**GaP at one fixed cell: two failures with opposite signs**

Hartree-Fock and LC-wPBE both lean heavily on exact exchange, so it is natural to suppose that they go wrong in the same way. If exact exchange in large amounts spoils the size of a crystal, both should make GaP too large, or both too small. The pressures of five methods, computed with the atoms held in one and the same cell, contradict this.

Ansatz 0.2.0, DFT and Hartree-Fock with plane waves and PAW for zinc-blende GaP, spin-unpolarised, with a 420 eV cutoff, a 6×6×6 k mesh and fixed occupations. All rows share the same atomic positions and cell (conventional edge 5.451 Å). Pressure and stress are positive in compression; the SCF and exchange thresholds were loose for stresses.

| functional | pressure (GPa) | stress xx (GPa) |
| --- | --- | --- |
| DDH-PBE0 | 1.700 | 1.700 |
| HSE06 | 0.700 | 0.700 |
| Hartree-Fock | 5.500 | 5.500 |
| LC-wPBE | -3.900 | -3.900 |
| PBE0 | 0.500 | 0.500 |

**What the pressure tells**

A positive pressure means that the method would expand the cell if it were allowed to, and a negative one that it would shrink it. The cell used here lies close to the measured one, so a large pressure is a fault of the method and not a real stress in GaP. Hartree-Fock pushes outwards with 5.5 GPa, and LC-wPBE pulls inwards with 3.9 GPa. The stress column repeats the pressure, because the cubic symmetry makes the normal stresses along all three axes equal.

Dividing the pressure by three times the bulk modulus gives the relative error in the cell edge. With a rough recalled bulk modulus of 90 GPa, Hartree-Fock would make the edge about 2 % too long and LC-wPBE about 1.4 % too short. For a process engineer these are large errors: GaP is grown on silicon because the two lattices differ by only some tenths of a percent. A GaP cell relaxed with either method and set beside the measured silicon lattice would bury that mismatch.

The other three methods stay within 2 GPa of zero. PBE0 and HSE06 differ by only 0.2 GPa, which deserves no explanation, since the stresses were loosely converged in every row. Zero-point motion, left out here, would add roughly 0.3 GPa, and the finite plane-wave basis may shift all rows together by an untested amount. The gap of 9.4 GPa between Hartree-Fock and LC-wPBE would survive any such common shift, and their opposite signs would survive one smaller than 3.9 GPa.

**More exact exchange makes the cell smaller**

The cleanest comparison is that of DDH-PBE0 with PBE0. Both mix exact exchange into PBE and keep the whole of PBE correlation; they differ only in the share of exact exchange. PBE0 takes one quarter. DDH-PBE0 takes the inverse of the dielectric constant. The share itself is not listed here, so one ninth, from the measured constant of about 9, serves as a rough value. Going from the smaller share to the larger lowers the pressure from 1.7 to 0.5 GPa.

The direction agrees with a known weakness of PBE. Its exchange energy rewards an uneven electron density too strongly for most solids, and stretching the bonds makes the density more uneven. PBE therefore tends to make crystals too large. Each portion of PBE exchange that is replaced by exact exchange removes some of this outward push.

So exact exchange by itself can hardly be what inflates the Hartree-Fock crystal. To see how far its effect would reach, let $P$ be the pressure and $a$ the share of exact exchange, and draw a straight line through DDH-PBE0 and PBE0:

$$P(a)=0.5-\frac{1.7-0.5}{1/4-1/9}\,(a-1/4)\ \text{GPa}.$$

For full exact exchange, $a=1$, the fraction is about 8.6 and the distance is 0.75, so the pressure becomes $0.5-8.6\times0.75\approx-6$ GPa. The line rests on two rows only, and its end point moves between about $-5$ and $-8$ GPa if the dielectric constant is taken anywhere from 12 down to 7. The sign is safe within that range, but any error in the difference between the two loosely converged pressures is magnified more than fivefold at the end point, so its size is only rough. The same rule puts a hybrid with half exact exchange near $-2$ GPa.

**Hartree-Fock: the missing inward pull**

Hartree-Fock was not used to draw the line, and it misses the end point by roughly 11 GPa. It does have full exact exchange, as the end point does. What it lacks is correlation, which the line carries along from PBE. The contrast between the two therefore points to correlation as the cause, as far as a straight line can be trusted over such a distance.

The band gap offers a useful control. Continued in the same way, the gaps of DDH-PBE0 and PBE0 lead to about 7.3 eV at full exact exchange, and the Hartree-Fock calculation gives 7.6 eV. That closeness depends on the dielectric constant chosen. Between 7 and 12, however, the end point for the gap runs from 8.6 down to 6.6 eV and so takes in the Hartree-Fock value, whereas the Hartree-Fock pressure lies far outside its own range. The long extrapolation thus does not fail for every quantity; it parts from Hartree-Fock in the quantity on which PBE correlation acts strongly.

The reason is physical. Correlation is the energy that electrons gain by avoiding one another beyond what the Pauli principle already enforces. In a denser electron gas this gain per electron is larger, so correlation favours a compact crystal and pulls inwards. Correlation of the PBE kind should change the gap only a little, because its potential shifts filled and empty levels by similar amounts. The screening that would bring the Hartree-Fock gap down towards the measured one is also a part of true correlation, but adding PBE correlation to full exact exchange does not supply it.

The strength of the pull can be estimated without any of the pressures in the table. Spread the eight valence electrons of a GaP pair evenly over its volume and use the known correlation energy of a uniform electron gas. The way this energy changes with density gives a pressure of about $-6$ GPa. This is half of the difference found above, which is as much as so crude a picture can promise: real valence electrons crowd into the bonds, and the filled 3d shell of gallium is left out altogether. It does show that correlation is strong enough to matter at the scale of the Hartree-Fock failure.

**LC-wPBE: a pull with too little to oppose it**

LC-wPBE keeps PBE correlation. It uses exact exchange in full between distant electrons and a semilocal form, one that looks only at the density nearby, between close ones. It should therefore share the fate of the continued line, softened by the semilocal part. Its pressure of $-3.9$ GPa does lie between that of PBE0 and the end point near $-6$ GPa, although this row had no part in the line either.

Why the combination overshoots has to be argued from theory. Two parts of true correlation matter here. The short-range part draws the atoms together. The other part, in which two electrons keep to opposite ends of a bond, saves more energy as the atoms move apart and so lengthens the bond. Semilocal correlation describes mainly the first. In PBE the second is imitated by the semilocal exchange, so the two approximations belong together and their errors partly cancel.

Replacing the distant part of the exchange by the exact form removes that imitation and puts nothing in its place. On this account the short-range pull is left without its counterweight, and the crystal shrinks. The gap suffers from a related omission: the other electrons of GaP screen the interaction between distant charges by roughly a factor of nine. LC-wPBE lets exact exchange act there as if the crystal were empty space.

**Recognising the two failures**

The gap and the pressure have to be read together. Hartree-Fock and LC-wPBE both have gaps above 6 eV, whereas the other three methods lie between 2 and 3 eV, much closer to the measured value of roughly 2.3 eV, although PBE0 is still clearly above it. In this table a gap that is far too large betrays exact exchange acting without the screening of the crystal. It does not reveal whether the cell will come out too large or too small.

The sign of the pressure supplies that. Where strong exact exchange stands alone, as in Hartree-Fock, the inward pull of correlation is absent and GaP swells. Where it is joined to semilocal correlation, as in LC-wPBE, the pull is present but its counterweight is largely gone, and GaP shrinks. The size of the cell thus depends on how well exchange and correlation are matched, and the amount of exact exchange alone does not decide it.
